Dear colleague,

You asked whether D2 : D1 = 2 : 1 in sodium is a rule of thumb or a theorem, and what your flame at about 2000 K should show. It is a theorem about the angular factor, and everything else moves it by a per cent or less while the vapour is thin.

**By hand**

The light acts on the electron's position and leaves its spin alone. The 3p orbital with spin has six states. Space is isotropic, so the three orbital states decay to 3s at one rate, and so does any superposition of the six. Spin–orbit coupling only sorts them into four states with $J'=3/2$ (D2) and two with $J'=1/2$ (D1). The strengths therefore stand as 4 : 2.

The splitting is about 17 cm$^{-1}$ in 17 000 cm$^{-1}$, or 0.001, so I drop all frequency factors. At 2000 K, $kT/hc\approx1.4\times10^3$ cm$^{-1}$ and $17/1400\approx0.012$, so I drop the Boltzmann factor too. My estimate is 2 in absorption and in emission, trusted to about a per cent.

**The 6j symbols**

I use Condon–Shortley phases and define the symbol by recoupling:

$$\langle (j_1j_2)j_{12},j_3;J\,|\,j_1,(j_2j_3)j_{23};J\rangle=(-1)^{j_1+j_2+j_3+J}\sqrt{(2j_{12}+1)(2j_{23}+1)}\begin{Bmatrix}j_1&j_2&j_{12}\\ j_3&J&j_{23}\end{Bmatrix}.$$

It is unchanged by permuting columns, or by exchanging upper and lower entries in any two columns. Put $j_3=0$. Then $J=j_{12}$, $j_{23}=j_2$, and the overlap is 1. With $s=a+b+c$,

$$\begin{Bmatrix}a&b&c\\0&c&b\end{Bmatrix}=\frac{(-1)^s}{\sqrt{(2b+1)(2c+1)}}.\tag{1}$$

For an argument 1/2 take Racah's sum,

$$\begin{Bmatrix}a&b&c\\d&e&f\end{Bmatrix}=\Delta(abc)\Delta(aef)\Delta(dbf)\Delta(dec)\sum_z\frac{(-1)^z(z+1)!}{\prod_{i=1}^4(z-\alpha_i)!\,\prod_{k=1}^3(\beta_k-z)!},$$

where $\Delta(abc)^2=(s-2a)!(s-2b)!(s-2c)!/(s+1)!$, the $\alpha_i$ are the sums of the four triads, and the $\beta_k$ are $a+b+d+e$, $b+c+e+f$ and $c+a+f+d$. With $d=\tfrac12$, $e=c-\tfrac12$ we have $\alpha_1=\beta_1=s$, so only $z=s$ survives.

For $f=b+\tfrac12$ the $\alpha_i$ are $s,\,s,\,2b+1,\,2c$ and the $\beta_k$ are $s,\,2b+2c,\,s+1$. The term is $(-1)^s(s+1)!/[(s-2a)!(s-2b-1)!(s-2c)!]$. The second triangle factor is $\Delta(aef)^2=(s-2a)!(s-2b-1)!(s-2c+1)!/(s+1)!$, and the last two squared are $1/[(2b+1)(2b+2)]$ and $1/[2c(2c+1)]$. The factorials cancel except for $(s-2b)$ and $(s-2c+1)$ under the root:

$$\begin{Bmatrix}a&b&c\\ \tfrac12&c-\tfrac12&b+\tfrac12\end{Bmatrix}=(-1)^s\sqrt{\frac{(s-2b)(s-2c+1)}{(2b+1)(2b+2)\,2c(2c+1)}}.\tag{2}$$

For $f=b-\tfrac12$ the term is $(-1)^s(s+1)!/[(s-2a-1)!(s-2b)!(s-2c)!]$, now $\Delta(aef)^2=(s-2a-1)!(s-2b)!(s-2c)!/s!$, and $\Delta(dbf)^2=1/[2b(2b+1)]$. This leaves

$$\begin{Bmatrix}a&b&c\\ \tfrac12&c-\tfrac12&b-\tfrac12\end{Bmatrix}=(-1)^s\sqrt{\frac{(s+1)(s-2a)}{2b(2b+1)\,2c(2c+1)}}.\tag{3}$$

**The careful calculation**

Define reduced elements by $\langle jm|d_q|j'm'\rangle=(-1)^{j-m}\begin{pmatrix}j&1&j'\\-m&q&m'\end{pmatrix}\langle j\|d\|j'\rangle$ and couple $L$ before the spin. The dipole acts on $L$ alone, which gives

$$\langle L\tfrac12J\|d\|L'\tfrac12J'\rangle=(-1)^{L+\frac12+J'+1}\sqrt{(2J+1)(2J'+1)}\begin{Bmatrix}L&J&\tfrac12\\J'&L'&1\end{Bmatrix}\langle L\|d\|L'\rangle .$$

The line strength $S$ is the squared modulus of this, which equals the sum of $|\langle Jm|d_q|J'm'\rangle|^2$ over $m$, $m'$ and $q$.

For $L=0$, $J=\tfrac12$, $L'=1$ the symbol can be read in two ways. As $\begin{Bmatrix}J'&1&\frac12\\0&\frac12&1\end{Bmatrix}$ it falls under (1) and equals $(-1)^{J'+3/2}/\sqrt6$. As $\begin{Bmatrix}1&J'&\frac12\\ \frac12&0&1\end{Bmatrix}$ it has $a=1$, $b=J'$, $c=\tfrac12$. D1 is case (2) with $s=2$, giving $+\sqrt{1\cdot2/(2\cdot3\cdot1\cdot2)}=+1/\sqrt6$. D2 is case (3) with $s=3$, giving $-\sqrt{4\cdot1/(3\cdot4\cdot1\cdot2)}=-1/\sqrt6$. The two readings agree in sign and size. In units of $|\langle 3s\|d\|3p\rangle|^2$,

$$S_1=\frac{2\cdot2}{6}=\frac23,\qquad S_2=\frac{2\cdot4}{6}=\frac43,\qquad \frac{S_2}{S_1}=2 .$$

You do not record $S$. With $\tilde\nu$ the wavenumber, the oscillator strength goes as $f\propto\tilde\nu S/(2J+1)$ and the decay rate as $A\propto\tilde\nu^3S/(2J'+1)$. As approximate inputs I take $\tilde\nu_1=16\,956$ cm$^{-1}$ and a 3p splitting $\varepsilon_3=17.2$ cm$^{-1}$, so $\delta=\varepsilon_3/\tilde\nu_1=1.01\times10^{-3}$. The integrated thin absorption gives

$$f_2/f_1=2(1+\delta)=2.002,\qquad A_2/A_1=(1+\delta)^3=1.003 .$$

For emission assume that collisions keep the two upper levels in Boltzmann equilibrium at an illustrative 2000 K, where $kT/hc=1390$ cm$^{-1}$ and $hc\,\varepsilon_3/kT=0.0124$. The photon rate is population times $A$, and the weight $2J'+1$ cancels between them:

$$\frac{N_2}{N_1}=\frac{S_2}{S_1}(1+\delta)^3e^{-hc\,\varepsilon_3/kT}=2\times1.0030\times0.9877=1.98 .$$

This 1.98 belongs to the model of a thin, thermalised vapour.

**Why the two differ by so little**

The angular part does not differ at all, and orthogonality of the recoupling matrix says why. It gives $\sum_J(2J+1)\{\cdots\}^2=1/(2L'+1)$, so the strengths out of one upper level add up to $(2J'+1)/(2L'+1)$. For an s lower state the sum has one term, and counting states is exact. Where the sum has more terms, (2) and (3) give each one. For p–d they yield $6/5$, $2/3$ and $2/15$ for $p_{3/2}d_{5/2}$, $p_{1/2}d_{3/2}$ and $p_{3/2}d_{3/2}$, that is 9 : 5 : 1. The middle one follows from (3) with the orbital momenta in the upper row.

The remaining factors multiply the 2 as follows.

| cause | absorption | emission |
|---|---|---|
| frequency, $\tilde\nu$ or $\tilde\nu^3$ | 1.0010 | 1.0030 |
| Boltzmann factor | none | 0.9877 |
| product | 1.0010 | 0.9907 |

In emission the factor is $\tilde\nu^3e^{-hc\tilde\nu/kT}$ taken at two neighbouring wavenumbers. The Boltzmann part outweighs the frequency part by $hc\tilde\nu_1/3kT=4.1$ and has the opposite sign. So the hand estimate is low by 0.1 % in absorption and high by 0.9 % in emission.

One assumption needs a size: a radial integral common to both $J'$. The coupling $\xi(r)\,\mathbf l\cdot\mathbf s$ mixes other $np$ into 3p, the mechanism Fermi invoked in 1930 for alkali doublets. Since $\langle\mathbf l\cdot\mathbf s\rangle=+\tfrac12$ and $-1$, the splitting is $\varepsilon_n=\tfrac32\xi_{nn}$. The function $\xi$ is concentrated near the nucleus, where all $np$ functions have nearly one shape, so $\xi_{34}\approx\sqrt{\xi_{33}\xi_{44}}$ with both functions taken positive there. The 4p admixture in $3p_{3/2}$ minus that in $3p_{1/2}$ is then $-\sqrt{\varepsilon_3\varepsilon_4}/(\tilde\nu_{4p}-\tilde\nu_{3p})$. Approximate inputs are $\varepsilon_4=5.6$, $\tilde\nu_{3p}=16\,970$ and $\tilde\nu_{4p}=30\,270$ cm$^{-1}$, with multiplet $f$-values 0.96 and 0.013. The admixture difference has size $9.8/13\,300=7\times10^{-4}$. The dipole ratio is $|d_4/d_3|=\sqrt{(0.013/30\,270)/(0.96/16\,970)}=0.09$. Twice their product, $1\times10^{-4}$, is the relative change of $S_2/S_1$. It is a decrease if $d_4$ and $d_3$ share a sign in this convention, as I recall they do. I have not summed the other p states or the continuum, so allow a few times $10^{-4}$. The last digit of 2.002 is then uncertain by one unit, and 1.98 stands.

The term that will really limit you is optical depth. For a uniform slab and one Gaussian profile with peak depth $\tau$, the integrated signal goes as

$$\int\left(1-e^{-\tau e^{-x^2}}\right)dx=\sqrt\pi\,\tau\left(1-\frac{\tau}{2\sqrt2}+\dots\right).$$

With $\tau_2=2\tau_1$ the ratio acquires a factor $1-\tau_1/(2\sqrt2)$. This equals the frequency shift $\delta$ at $\tau_1=0.003$ and the Boltzmann shift 0.0124 at $\tau_1=0.035$. At $\tau_1=1$ the full integral turns 2 into 1.5. Hyperfine structure and collisional broadening change these thresholds by factors of order one. In a very thick vapour the Lorentzian wings, with depth $\propto f/x^2$, give a signal $\propto\sqrt f$ and a ratio of 1.41. Heavily seeded flames and sodium lamps are typically thick, with ratios down toward that value or toward 1, so for them the thin model's 1.98 is too high by 30 % or more. Dilute the salt until the ratio stops rising, and compare only that plateau with the model.